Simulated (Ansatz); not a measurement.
**Al4FeCo3 under compression: one row to predict**

It was reached by relaxing an invented guess, and it needn't be the stable form of this composition.

Level of theory: DFT PBE, scalar-relativistic, plane waves, PAW in Ansatz. The final run on the 8-atom cell used 420 eV, a Γ-centred 14×14×4 mesh, 0.10 eV smearing and collinear spin.

```
CELL_PARAMETERS angstrom
2.85452 0.00000 0.00000
0.00000 2.85452 0.00000
0.00000 0.00000 11.43751
ATOMIC_POSITIONS crystal
Al 0.00000 0.00000 0.87463
Al 0.00000 0.00000 0.12537
Al 0.00000 0.00000 0.37641
Al 0.00000 0.00000 0.62359
Fe 0.50000 0.50000 0.50000
Co 0.50000 0.50000 0.00000
Co 0.50000 0.50000 0.24836
Co 0.50000 0.50000 0.75164
```

The cell was set to several volumes, with shape and atoms relaxed at each where symmetry leaves them free. Pressure is positive in compression, and energies count from the lowest row. No row has a gap on its mesh.

| row | V (Å³/atom) | P (GPa) | ΔE (meV/atom) | largest moment (μB) |
| --- | --- | --- | --- | --- |
| 1 | 10.252 | 29.95 | 116.5 | 0.05 |
| 2 | 10.601 | ? | ? | ? |
| 3 | 10.951 | 12.58 | 25.8 | 0.19 |
| 4 | 11.300 | 5.80 | 6.1 | 0.32 |
| 5 | 11.650 | 0.00 | 0.0 | 0.38 |
| 6 | 11.999 | -4.96 | 5.6 | 0.42 |
| 7 | 12.348 | -9.19 | 21.2 | 0.47 |
| 8 | 12.814 | -13.86 | 55.1 | 0.54 |

Question: Find B = −V·ΔP/ΔV from rows 4 and 6 and from rows 1 and 3, and from the two its slope B′ and its value B0 at zero pressure.

Answer: Rows 4 and 6 give −(11.300 + 11.999)/2 × (-4.96 − (5.80))/(11.999 − 11.300) = 179.3 GPa at a mean pressure of 0.42 GPa. Rows 1 and 3 give −(10.252 + 10.951)/2 × (12.58 − (29.95))/(10.951 − 10.252) = 263.4 GPa at a mean pressure of 21.27 GPa. So B′ = (263.4 − 179.3)/(21.27 − (0.42)) = 4.03 and B0 = 179.3 − 4.03 × (0.42) = 177.6 GPa. A third-order Birch–Murnaghan fit to all the energies gives B0 = 178.5 GPa and B′ = 4.3.

Question: Estimate the pressure and energy of row 2.

Answer: From row 5, V0 = 11.650 × (1 + (0.00)/177.6) = 11.650 Å³/atom. Murnaghan's form P = (B0/B′)·[(V0/V)^B′ − 1] gives (177.6/4.03) × [(11.650/10.601)^4.03 − 1] = 20.39 GPa; the computed pressure is 20.56 GPa, so the estimate is off by -0.17 GPa. The work of compression from row 3, with the mean of the two pressures, gives ΔE = 25.8 + (20.39 + 12.58)/2 × (10.951 − 10.601)/160.2 × 1000 = 61.8 meV/atom (1 eV/Å³ = 160.2 GPa); the computed value is 61.7 meV/atom. Its largest moment is 0.12 μB.

Another magnetic order may lie lower. All volumes keep the k mesh of the relaxed cell. The moments change along the series, which bends the curve. A later test with randomly moved atoms came back to the same energy, though modes that don't fit the test's cell weren't probed.

The structure is an ordered stacking on the B2 lattice, and its stiffness fits the strong hybridisation of transition-metal d states with Al s and p states in such aluminides. Compression steepens the repulsion between the atoms, so pressure rises faster than volume falls. The good estimate for row 2 shows that the bulk modulus is nearly linear in pressure here, but it tests interpolation, since rows 1 and 3 helped to set the slope. The energy comes out closer than the pressure partly because the averaged pressure overestimates the work along a convex curve, which offsets the low pressure estimate.

The largest moment shrinks with every step of compression, as expected of an itinerant magnet: broader d bands lower the density of states at the Fermi level and weaken the Stoner instability. The moment probably sits mainly on Fe, as CoAl itself is nonmagnetic. PBE neglects most spin fluctuations and may exaggerate so weak a moment. The small value left in row 1 doesn't establish a critical pressure for its loss.
